## Appendix: Logarithmic divergence of the shear viscosity in two dimensions

Thermal shear modes of a two-dimensional fluid carry a fluctuating momentum flux whose correlation decays as $1/t$, the tail found by Alder and Wainwright (1970) and explained by mode coupling (Ernst, Hauge and van Leeuwen, 1970). The Green–Kubo integral for the viscosity then grows logarithmically. This appendix derives the coefficient, resums it as in the renormalisation group of Forster, Nelson and Stephen (1977), and includes momentum loss as the infrared cut-off. Throughout, $\rho$ is a mass per area, $\nu=\eta/\rho$ the kinematic viscosity, and $\int_k\equiv\int d^2k/(2\pi)^2$.

### A.1 Premises

**P1. Local equilibrium.** Electron–electron collisions drive the distribution to $f(\epsilon_p-\mathbf u\cdot\mathbf p-\mu)$. Write $\mathbf v=\partial_{\mathbf p}(\epsilon_p-\mathbf u\cdot\mathbf p)+\mathbf u$. In the particle current the first part is a total derivative, and in the momentum flux $\sum p_iv_jf$ it gives, by parts, an isotropic pressure. For any dispersion, therefore,
$$\mathbf j=n\mathbf u,\qquad \Pi_{ij}=P\delta_{ij}+g_iu_j,\qquad \mathbf g=\rho\mathbf u+O(u^3),$$
with $\rho=\sum p_x^2(-\partial_\epsilon f)$ the momentum susceptibility. The convective flux $\rho u_iu_j$ thus needs no Galilean invariance of the band. For graphene, with fourfold degeneracy and $T\ll T_F$, the density of states is $D=2p_F/(\pi\hbar^2v_F)$ and $n=k_F^2/\pi$, so $\rho=Dp_F^2/2=nm_c$ with $m_c=\hbar k_F/v_F$. If the second angular harmonic relaxes in a time $\tau_2$, then $\eta_0=\tau_2Dp_F^2v_F^2\langle\cos^2\theta\sin^2\theta\rangle=\tau_2Dp_F^2v_F^2/8$, hence $\nu_0=v_F\ell/4$ with $\ell=v_F\tau_2$.

**P2. Incompressibility.** The charging energy fixes $n$, so $\nabla\cdot\mathbf u=0$ and $\rho$ is constant. Section A.7 gives the size of what this drops.

**P3. Dissipation.** Modes with $k<\Lambda\sim1/\ell$ have a bare viscosity $\nu_0$ and lose momentum to the lattice at a rate $\gamma=1/\tau_{mr}$.

**P4. Classical white noise** of the strength that makes the Gibbs state at temperature $T$ stationary.

### A.2 Langevin equation and its stationary state

The equation of motion is $\partial_t\mathbf u+(\mathbf u\cdot\nabla)\mathbf u=-\nabla\phi+\nu_0\nabla^2\mathbf u-\gamma\mathbf u+\mathbf f$, where $\phi$ collects pressure and electric potential. The curl removes $\phi$. With $\mathbf u=(\partial_y\psi,-\partial_x\psi)$ the vorticity is $\Omega=-\nabla^2\psi$. In a periodic area $A$ put $\Omega(\mathbf r)=A^{-1/2}\sum_k\Omega_ke^{i\mathbf k\cdot\mathbf r}$, so that $\mathbf u_k=i(k_y,-k_x)\Omega_k/k^2$. The term $-\mathbf u\cdot\nabla\Omega$ has the component $-A^{-1/2}\sum(\mathbf k\times\mathbf p)\Omega_k\Omega_p/k^2$ with $\mathbf k\times\mathbf p=k_xp_y-k_yp_x$, and symmetrising in $\mathbf k,\mathbf p$ gives
$$\dot\Omega_q=N_q-r_q\Omega_q+\xi_q,\qquad N_q=-\frac{1}{2\sqrt A}\sum_{\mathbf k+\mathbf p=\mathbf q}M_{kp}\Omega_k\Omega_p,\tag{1}$$
$$M_{kp}=(\mathbf k\times\mathbf p)\Big(\frac1{k^2}-\frac1{p^2}\Big),\qquad r_k=\gamma+\nu_0k^2 .$$
The energy is $E=\frac\rho2\sum_k|\Omega_k|^2/k^2$, so the weight $P_0\propto e^{-E/k_BT}$ has $W_k=\langle|\Omega_k|^2\rangle=k_BT\,k^2/\rho$. The linear part of (1) keeps this variance if $\langle\xi_k(t)\xi_k^*(t')\rangle=2r_kW_k\,\delta(t-t')$.

Observables evolve with the backward Fokker–Planck generator $\mathcal L_0+\mathcal L_1$, where $\mathcal L_0$ is the Ornstein–Uhlenbeck part and $\mathcal L_1=\sum_kN_k\,\partial/\partial\Omega_k$. Two properties of $N$ matter. First, $\partial N_q/\partial\Omega_q$ involves only $\mathbf p=0$, where there is no mode, so the drift is divergence-free in phase space. Second, for a triad $\mathbf k+\mathbf p+\mathbf q'=0$ the three cyclic cross products are equal and
$$\frac{k^{-2}-p^{-2}}{q'^2}+\frac{p^{-2}-q'^{-2}}{k^2}+\frac{q'^{-2}-k^{-2}}{p^2}=0,$$
so $\mathcal L_1E=0$. Integration by parts then gives $\langle a\,\mathcal L_1b\rangle=-\langle b\,\mathcal L_1a\rangle$ in the weight $P_0$. With $a=1$ this shows that $P_0$ is stationary for the full nonlinear equation: the ratio $W_k/k^2=k_BT/\rho$ is exact.

### A.3 Memory function to second order

Let $\hat C_q(z)=\int_0^\infty dt\,e^{-zt}\langle\Omega_q(t)\Omega_q^*(0)\rangle=\langle\Omega_q^*(z-\mathcal L_0-\mathcal L_1)^{-1}\Omega_q\rangle$ and expand in $\mathcal L_1$. The operator $\mathcal L_0$ is symmetric in $P_0$, and $\mathcal L_0\Omega_q=-r_q\Omega_q$. The first-order term contains $\langle\Omega_q^*N_q\rangle$, an odd Gaussian moment, and vanishes. In second order the antisymmetry moves one $\mathcal L_1$ to the left with a minus sign:
$$\hat C_q=\frac{W_q}{z+r_q}-\frac{\langle N_q^*(z-\mathcal L_0)^{-1}N_q\rangle}{(z+r_q)^2}+\dots=\frac{W_q}{z+r_q+\Sigma(q,z)} .$$
For $\mathbf q\ne0$ the product $\Omega_k\Omega_p$ has zero mean and is an eigenfunction of $\mathcal L_0$ with eigenvalue $-(r_k+r_p)$. Wick's theorem gives two equal pairings, which turn the prefactor $\frac14$ into $\frac12$. With $W_kW_p/W_q=(k_BT/\rho)k^2p^2/q^2$ and $\mathbf k\times\mathbf p=\mathbf k\times\mathbf q$,
$$\Sigma(q,z)=\frac{k_BT}{2\rho}\int_k\frac{(\mathbf k\times\mathbf q)^2(p^2-k^2)^2}{q^2k^2p^2\,(z+r_k+r_p)},\qquad\mathbf p=\mathbf q-\mathbf k.\tag{2}$$
The sign is positive: fluctuations add damping.

### A.4 The tail and the Green–Kubo integral

For $q\ll k$, $p^2-k^2\to-2\mathbf k\cdot\mathbf q$, and the factors other than the rate denominator give $\frac12\cdot4q^2\sin^2\theta\cos^2\theta$, whose angular mean is $q^2/4$. Hence $\Sigma\propto q^2$: convection conserves momentum and cannot renormalise $\gamma$. Define $\Sigma(q\to0,z)=q^2\hat K(z)/\rho$. In the time domain
$$K(t)=\frac{k_BT}{4}\int_ke^{-2r_kt}=\frac{k_BT}{32\pi\nu_0t}\,e^{-2\gamma t}\big(1-e^{-2\nu_0\Lambda^2t}\big).\tag{3}$$
This is the Green–Kubo kernel $\langle\Pi_{xy}(t)\Pi_{xy}(0)\rangle/(Ak_BT)$ of the total flux $\Pi_{xy}=\rho\int u_xu_y\,d^2r$: with the transverse projector $\mathcal P_{ij}=\delta_{ij}-\hat k_i\hat k_j$ the two pairings give $\mathcal P_{xx}\mathcal P_{yy}+\mathcal P_{xy}^2=2\sin^2\theta\cos^2\theta$, again of mean $\frac14$. For $\gamma=0$ the kernel falls as $k_BT/(32\pi\nu_0t)$ and $\int^tK\,dt'$ grows as $\ln t$ without bound. Doing the time integral first, $\hat K=\frac{k_BT}{4}\int_0^{\Lambda^2}\frac{dk^2}{4\pi}(z+2\gamma+2\nu_0k^2)^{-1}$, so
$$\frac{\delta\nu(z)}{\nu_0}=\frac{g_0}{2}\ln\Big(1+\frac{2\nu_0\Lambda^2}{z+2\gamma}\Big),\qquad g_0=\frac{B}{\nu_0^2},\qquad B=\frac{k_BT}{16\pi\rho}.\tag{4}$$
Since $k_BT/\rho$ has the dimension of $\nu^2$ only in two dimensions, $g_0$ is a pure number and the nonlinearity is marginal.

### A.5 Finite wave number

Put $\mathbf k=\mathbf q/2+\boldsymbol\kappa$, $\mathbf p=\mathbf q/2-\boldsymbol\kappa$, $\kappa=qx/2<\Lambda$, and let $\theta$ be the angle between $\boldsymbol\kappa$ and $\mathbf q$. Then $p^2-k^2=-2\boldsymbol\kappa\cdot\mathbf q$, $k^2p^2=\frac{q^4}{16}[(1+x^2)^2-4x^2\cos^2\theta]$ and $r_k+r_p=\frac12\nu_0q^2(m+x^2)$ with $m=1+4\gamma/(\nu_0q^2)$. From $\langle(1+b^2\cos^2\theta)^{-1}\rangle=(1+b^2)^{-1/2}$ and polynomial division in $\cos^2\theta$,
$$\Big\langle\frac{\sin^2\theta\cos^2\theta}{1+b^2\cos^2\theta}\Big\rangle=\frac{F(b)}{8},\qquad F(b)=\frac{4}{(1+\sqrt{1+b^2})^2}.\tag{5}$$
Here $b^2=-4x^2/(1+x^2)^2$, $\sqrt{1+b^2}=|1-x^2|/(1+x^2)$, and the angular mean of $\sin^2\theta\cos^2\theta/[(1+x^2)^2-4x^2\cos^2\theta]$ is $1/[8\max(1,x^4)]$. At $z=0$, with $X=2\Lambda/q>1$,
$$\frac{\Sigma(q,0)}{\nu_0q^2}=g_0\left[\int_0^1\frac{x^5dx}{m+x^2}+\frac12\ln\frac{m+X^2}{m+1}\right].\tag{6}$$
For $q\to0$ this returns (4). For $\gamma=0$ the first integral is $\frac12\ln2-\frac14$ and the bracket is $\frac12\ln(1+X^2)-\frac14\simeq\ln(2\Lambda/q)-\frac14$. The logarithm comes from pairs with $q\ll k\ll\Lambda$. Pairs with $k\lesssim q$ supply only a constant, which like $\Lambda$ itself depends on the cut-off convention.

### A.6 Renormalisation

Set $\gamma=0$. Fourth order in $\mathcal L_1$ contains three kinds of term. Reducible terms build the geometric series already used. Insertions of $\Sigma$ into the internal lines are of order $g_0^2\ln^2$ and replace $\nu_0$ in $r_k$ by the viscosity $\nu(k)$ seen at scale $k$. Vertex corrections cannot carry their own logarithm, because the equation of A.2 is invariant under $\mathbf u\to\mathbf u+\mathbf U$, $\mathbf r\to\mathbf r+\mathbf Ut$, which ties the coefficient of $\mathbf u\cdot\nabla$ to that of $\partial_t$; they contribute $g_0^2\ln$. The variance $k_BT/\rho$ is exact by A.2. The leading logarithms therefore obey $\nu(q)=\nu_0+B\int_q^\Lambda dk/[k\,\nu(k)]$. With $L/a=\Lambda/q$ and $l=\ln(L/a)$,
$$\frac{d\nu}{d\ln L}=\frac{k_BT}{16\pi\rho\,\nu},\qquad \nu^2(L)=\nu_0^2+\frac{k_BT}{8\pi\rho}\ln\frac La .\tag{7}$$
The running coupling $g=B/\nu^2=g_0/(1+2g_0l)$ decays as $1/2l$, so the expansion improves with scale. A two-loop factor $1+cg$ in the flow gives $d\nu^2/dl=2B(1+cg)$ and adds only $Bc\ln l$ to $\nu^2$; the leading term of (7) is asymptotically exact for the model. The square-root regime starts at $l\sim1/(2g_0)$.

At time $t$ the kernel is dominated by $k^2\sim1/\nu t$, so $l=\frac12\ln(t/t_0)$ up to a $\ln\ln$ term, with $t_0\sim1/\nu_0\Lambda^2$. Then $\nu^2(t)=\nu_0^2+B\ln(t/t_0)$, and both $k_BT/(32\pi\nu t)$ and $\rho\,d\nu/dt=\rho B/(2\nu t)$ give the same kernel, as consistency requires:
$$K(t)=\frac{k_BT}{32\pi\nu(t)\,t}\;\to\;\frac18\sqrt{\frac{\rho k_BT}{\pi}}\;\frac{1}{t\sqrt{\ln(t/t_0)}} .\tag{8}$$
Its integral still diverges, as $\sqrt{\ln t}$. The local velocity correlation, $\langle u_x(t)u_x(0)\rangle=\frac{k_BT}{2\rho}\int_ke^{-\nu k^2t}=k_BT/(8\pi\rho\nu t)$, acquires the same form.

**Momentum loss.** With $r_k=\gamma+\nu k^2$ the shell at $k=\Lambda e^{-l}$ gives $d\nu/dl=B/(\nu+\gamma/k^2)$. For $s=k^2/\gamma$, $ds/dl=-2s$, so $ds/d\nu=-2(\nu s+1)/B$, which is linear. The integrating factor $e^{\nu^2/B}$ and the end point $s=0$ give
$$\frac{\Lambda^2}{\gamma}=\frac2B\int_{\nu_0}^{\nu_\infty}e^{(\nu^2-\nu_0^2)/B}d\nu .$$
One integration by parts, valid for $g_0\ll1$, yields
$$\nu_\infty^2=\nu_0^2+B\ln\Big(\frac{\nu_\infty\Lambda^2}{\gamma}+\frac{\nu_\infty}{\nu_0}\Big)\simeq\nu_0^2+\frac{k_BT}{8\pi\rho}\ln(\Lambda\ell_G),\tag{9}$$
with the Gurzhi length $\ell_G=\sqrt{\nu_\infty/\gamma}$ and $\Lambda\ell_G\gg1$ in the last form. Momentum loss replaces $L$ in (7) by $\ell_G$. For small $g_0\ln$, (9) reduces to (4) at $z=0$.

### A.7 Longitudinal modes

Let density waves have speed $c_s$, as the acoustic plasmons of a gated sheet do. Their velocity correlation is $(k_BT/\rho)\hat k_i\hat k_j\cos(c_skt)e^{-R_kt/2}$, where $R_k=\gamma+\Gamma k^2$ is the energy decay rate and $\Gamma$ equals $\nu$ plus the bulk and conductive parts. Inserted in $\rho u_xu_y$ at external wave vector $\mathbf q$, two such modes give the weight $2\sin^2\theta\cos^2\theta$ times $\cos(c_skt)\cos(c_s|\mathbf k-\mathbf q|t)$, whose slow part is $\frac12\cos(c_sqt\cos\theta)$. The time integral and (5) give
$$\delta\eta_L(q)=\frac{k_BT}{8}\int_k\frac{F(c_sq/R_k)}{R_k}.\tag{10}$$
At $q=0$, $F=1$ and (10) is $k_BT/(16\pi\Gamma)$ per unit of $\ln k$: for $\Gamma\approx\nu$ it equals the shear term and doubles the one-loop coefficient, whatever $c_s$. At fixed $q$, $F\to4R_k^2/(c_sq)^2$ and the term vanishes as $c_s\to\infty$. Result (7) thus describes flows with $c_sq\gg R_k$ for all $k<\Lambda$. Mixed shear–longitudinal pairs oscillate at $c_sk$, their time integral scales as $\nu/c_s^2$ at $\gamma=0$, and they give no logarithm. Temperature fluctuations are scalars and enter $\Pi_{xy}$ only with extra gradients.

Plasmons persist for $c_sk\tau_2>1$, up to the thermal wave number $k_T=k_BT/\hbar c_s$. As an estimate good to a factor of order unity, keep (10) with a constant $R=1/\tau_{pl}\ge\gamma$ and replace $(k_BT)^2$ by $(\hbar\omega)^2N(N+1)$, $N$ the Bose function. With $\int_0^\infty y^3e^y(e^y-1)^{-2}dy=6\zeta(3)$,
$$\frac{\delta\eta_{pl}(q)}{\eta_0}\approx6\zeta(3)\,g_0\,\nu_0k_T^2\tau_{pl}\,F(c_sq\tau_{pl}).\tag{11}$$
The product $bF(b)$ has its maximum $4/(3\sqrt3)=0.77$ at $b=\sqrt3$, which bounds (11) for any $\tau_{pl}$.

### A.8 Range of validity

1. Weak coupling, $g_0\ll1$. With P1, $g_0=k_BT/(\pi\rho v_F^2\ell^2)=(T/T_F)/(k_F\ell)^2$, where $k_BT_F=E_F=\hbar v_Fk_F$. The same final form holds for a spin-degenerate parabolic band, as in a GaAs channel, where $\pi n=k_F^2/2$ and $m^*v_F^2=2E_F$.
2. A window of scales. A shear mode is slow while $\nu_0k^2<1/\tau_2$, that is $k<2/\ell$. With $\Lambda=2/\ell$, (4) has the factor $\frac12\ln(1+\tau_{mr}/\tau_2)$. The logarithm dominates the convention-dependent constant only for $\tau_{mr}\gg\tau_2$. A channel narrower than $\ell_G$ with momentum-absorbing edges cuts it off at the width.
3. Classical noise, $\hbar/\tau_2\ll k_BT$.
4. Incompressibility in the sense of A.7.
5. Degeneracy. At fixed $n$, $\mu^2=E_F^2-\pi^2(k_BT)^2/3$ and $\rho\propto\mu^3+\pi^2\mu(k_BT)^2$, so $\rho$ rises by the fraction $\frac{\pi^2}{2}(T/T_F)^2$. Interaction corrections to $\rho$ beyond the value of $v_F$ are not included.
6. The $O(u^3)$ terms of P1 have relative size $\langle u^2\rangle/v_F^2=k_BT\Lambda^2/(4\pi\rho v_F^2)$, which equals $g_0$ for $\Lambda=2/\ell$. They carry no logarithm and shift $\rho$ and $\nu_0$ by scale-independent amounts.

### A.9 Illustration: a gated graphene channel

The inputs are typical or assumed values for graphene encapsulated in boron nitride: $n=1.0\times10^{12}$ cm$^{-2}$ and $T=200$ K (assumed), $v_F=1.0\times10^6$ m/s and $\nu_0=0.10$ m$^2$/s (typical), $\tau_{mr}=2.0$ ps (assumed), and a gate behind $d=30$ nm (assumed) of dielectric with $\varepsilon=3.5$ (typical). The time $\tau_{mr}$ was chosen so that the mobility and the Gurzhi length, a few tenths of a micrometre, fall in the range typical of clean devices.

| Quantity | Value |
|---|---|
| $k_F=\sqrt{\pi n}$ | 0.177 nm$^{-1}$ |
| $E_F$; $k_BT$ | 117 meV; 17.2 meV |
| $T/T_F$ | 0.148 |
| $m_c/m_e$ | 0.0205 |
| $\rho=nm_c$ | $1.87\times10^{-16}$ kg m$^{-2}$ |
| mobility $e\tau_{mr}/m_c$ | $1.7\times10^{5}$ cm$^2$/V s |
| $\ell=4\nu_0/v_F$; $\tau_2$ | 0.40 μm; 0.40 ps |
| $k_F\ell$ | 70.9 |
| $\ell_G=\sqrt{\nu_0\tau_{mr}}$ | 0.447 μm |
| $\hbar/(\tau_2k_BT)$ | 0.095 |
| $g_0$ | $2.94\times10^{-5}$ |

The thermal rise of $\rho$, a fraction 0.11, lowers $g_0$ to $2.7\times10^{-5}$ at fixed $\nu_0$, so only $g_0\approx3\times10^{-5}$ is significant; the tabulated value is used below.

For $\Lambda=2/\ell$ the factor in (4) is $\frac12\ln6=0.90$ and $\delta\nu/\nu_0=2.6\times10^{-5}$. For $\Lambda=1/\ell$ it is $\frac12\ln2.25=0.41$ and $\delta\nu/\nu_0=1.2\times10^{-5}$. On the scale of a viscous flow, $q=1/\ell_G$, (6) with $\Lambda=2/\ell$ has $m=5$, $X^2=20$, a bracket of 0.74 and $\delta\nu/\nu_0=2.2\times10^{-5}$. The logarithm is below one and uncertain by a factor of two through the cut-off alone. The square-root regime would need $\ln(L/a)\sim1/(2g_0)=1.7\times10^4$.

For the longitudinal modes, the gate capacitance $\varepsilon\varepsilon_0/d$ adds to the hydrodynamic value $v_F^2/2$ of the Dirac gas: $c_s^2=ne^2d/(\varepsilon\varepsilon_0m_c)+v_F^2/2$, so $c_s=3.71\times10^6$ m/s. Hydrodynamic sound needs $k<1/(c_s\tau_2)=0.67$ μm$^{-1}$, whereas the logarithm needs $k>1/\ell_G=2.2$ μm$^{-1}$, so (10) has no logarithmic window. The collisionless plasmons are not negligible. Here $k_T=7.0$ μm$^{-1}$ and $k_Td=0.21$, so the linear dispersion is only a rough guide. With $\tau_{pl}=\tau_{mr}$, (11) gives $72\,g_0\approx2\times10^{-3}$ at $q\to0$. At $q=1/\ell_G$, $b=16.6$, $F=0.0129$ and the term falls to $0.9\,g_0$; the bound over all $\tau_{pl}$ is $3.3\,g_0$. This rivals or exceeds the shear-mode term $0.74\,g_0$.

The model's mode-coupling correction from shear pairs is thus one to three parts in $10^5$ of $\nu_0$, accompanied by non-logarithmic terms of the same order and far below the precision with which $\nu_0$ is known. The smallness is that of $(T/T_F)/(k_F\ell)^2$; with $\ell\propto T^{-2}$, as in a Fermi liquid up to logarithms, $g_0$ grows as $T^5$ at fixed density, but it becomes appreciable only when $T\sim T_F$ and $k_F\ell$ is a few, where condition 5 fails.